## Reading a reaction path from its energies

Gallium(I) methoxide, CH₃–O–Ga, can rearrange to GaCH₂OH. One hydrogen moves from carbon to oxygen, while gallium moves from oxygen to carbon. The calculation describes this exchange by a chain of intermediate structures, called images, between two relaxed ends. Its energy has a single maximum, at the sixth image.

Climbing-image nudged elastic band for neutral, singlet CH₃GaO, computed with Ansatz 0.2.0 using restricted BLYP/def2-SVP without a dispersion correction. Seven images lie between the two relaxed ends; the band force is the largest force component on an image, with a convergence limit of 0.05 eV/Å. Energies are electronic, without zero-point terms. Candidates: 8, 3, 4, 6, 5, 1, 7, 9.

```tsv
row	energy over the start (eV)	path length (Å)	band force (eV/Å)
A	1.934	3.779	0.006
B	0.176	1.043	0.002
C	3.874	2.608	0.031
D	2.743	3.193	0.013
E	2.161	2.086	0.022
F	1.774	4.364	n/a
G	0.000	0.000	n/a
H	0.595	1.565	0.007
```

The task is to put the lettered images in their places along the path. Path length is the distance covered by all atoms together since the start; it would settle the order at once, so leave it aside for now. The band force is what remains of the force on an image after the path has been optimised. It measures convergence and not chemistry, but it does mark the two ends, which are held fixed and carry none.

### What the energies settle

Energies are counted from the start, so G is image 1, and F, the other fixed structure, is image 9. C has the highest energy and is image 6. From the top, the energy can only fall on the way to F, so no image on that side can lie below F. B and H do lie below it. They must belong to the climb, in order of rising energy. Image 2 is not among the candidates, so they are images 3 and 4.

These five assignments are sure. A, D and E are not, because their energies lie between those of F and C, a range that the path crosses once going up and once coming down. One of the three must be image 5, and the other two follow the top, the higher one first. That leaves three possible orderings.

### An estimate that does not decide

Close to an energy minimum, a small displacement s costs an energy proportional to s². If the images are evenly spaced, the second neighbour of F should therefore lie four times as high above F as the first. Suppose that E is image 5. Then A and D are the neighbours of F, and the ratio is (2.743 − 1.774)/(1.934 − 1.774), or about 6.1.

With A as image 5 the ratio is 2.5, and with D it is 2.4. One ordering overshoots the expected value by about half, and the other two fall short of it by about two fifths. The estimate, which has no fitted constant, cannot choose between them. A, D and E remain ambiguous until the path length is consulted.

The rows with their labels:

```tsv
row	energy over the start (eV)	path length (Å)	band force (eV/Å)
1	0.000	0.000	n/a
2	0.029	0.522	0.001
3	0.176	1.043	0.002
4	0.595	1.565	0.007
5	2.161	2.086	0.022
6	3.874	2.608	0.031
7	2.743	3.193	0.013
8	1.934	3.779	0.006
9	1.774	4.364	n/a
```

E is image 5: its path length places it before the top. The quadratic rule fails on the start side too, where image 3 lies about six times as high as image 2. The spacing of the images is too coarse for the rule, which holds only for small displacements. The printed analysis after this text gives the steps and ratios for all the orderings.

### Why the climb is steep near the top

Images 4 and 6 show where the cost arises. The first three steps cover 60% of the distance to the top, yet 85% of the barrier is climbed in the last two. The early part may be mostly a bending of the straight C–O–Ga unit, which costs little; this is a guess.

At the top, the computed structure has hydrogen between carbon and oxygen, with gallium crossing the other way. The C–O bond is also 0.24 Å longer than at the start. Two limiting cases suggest why the barrier is high, though no bond energies were computed here. If the old bonds broke completely before new ones formed, their full bond energies would have to be paid; if each new bond grew as fast as an old one weakened, the cost would be small. Here several bonds are stretched at once, and the new ones, still too long, probably repay only part of the loss. That would make the barrier high.

### Early or late?

If the end were as high as the top, the two would coincide; if start and end were alike, the top could sit midway. An uphill reaction therefore tends to have a late top, though this is no strict rule. This one is uphill, as the exchange of a strong Ga–O bond for a weaker Ga–C bond would suggest, and its top lies at 60% of the path length. The exchange may not be quite complete: at the end gallium is still only 2.38 Å from oxygen, so some attraction between them may remain. Read backwards, the same path is downhill, with an early top and a barrier of only 2.1 eV.

The bonds give a different impression. At the top the old C–H bond is stretched by 0.18 Å, while the new O–H bond is still 0.22 Å too long. For gallium, the old bond is stretched by 0.24 Å and the new one is 0.36 Å too long. By this measure the top is slightly nearer the start. The C–O bond, which lasts throughout, points the other way: at the top it is 0.24 Å longer than at the start but only 0.14 Å longer than at the end. Path length also counts motions that hardly strain a bond, so "late" here describes the distance travelled more than the state of the bonds.

The forward barrier of 3.87 eV belongs to this simultaneous exchange, not to a simple hydrogen shift, and another route might be lower. The functional tends to underrate barriers, whereas forcing all electrons into pairs may overrate this one; an open-shell solution was not tested. Alkoxides of gallium(III) can serve as precursors for oxide films in electronics. The molecule here contains gallium(I), so the result does not carry over to them directly; it means only that this isolated molecule would not rearrange easily along this path.

The analysis program printed:

```
Steps from the row before:
  row  energy step in eV  path step in angstrom  mean slope in eV per angstrom
    2              0.029                  0.522                        0.05556
    3              0.147                  0.521                         0.2821
    4              0.419                  0.522                         0.8027
    5              1.566                  0.521                          3.006
    6              1.713                  0.522                          3.282
    7             -1.131                  0.585                         -1.933
    8             -0.809                  0.586                         -1.381
    9              -0.16                  0.585                        -0.2735
Number of rows with a band force: 7
Number of rows above the start but below the end in energy: 3
Number of rows between the end and the top in energy: 3
Orderings left if the place of the top is unknown: 8
Start side, energy of second neighbour over first (quadratic estimate 4): 6.069
End side, same ratio if row 5 is on the start side: 6.056
End side, same ratio if row 8 is on the start side instead: 2.504
End side, same ratio if row 7 is on the start side instead: 2.419
Step from row 4 to row 8 if row 8 came before the top, eV: 1.339
Step from row 8 to the top in that ordering, eV: 1.94
Step from row 4 to row 7 if row 7 came before the top, eV: 2.148
Step from row 7 to the top in that ordering, eV: 1.131
Barrier seen from the end, eV: 2.1
Place of the top along the path, percent of full length: 59.76
Share of the forward barrier climbed in the last two steps, percent: 84.64
Share of the climbing length covered by the first three steps, percent: 60.01
Mean spacing before the top, angstrom: 0.5216
Mean spacing after the top, angstrom: 0.5853
Old C-H bond, stretch at the top over the start, angstrom: 0.18
New O-H bond, excess at the top over the end, angstrom: 0.22
Old Ga-O bond, stretch at the top over the start, angstrom: 0.24
New Ga-C bond, excess at the top over the end, angstrom: 0.36
C-O bond, top less start, angstrom: 0.24
C-O bond, top less end, angstrom: 0.14
```
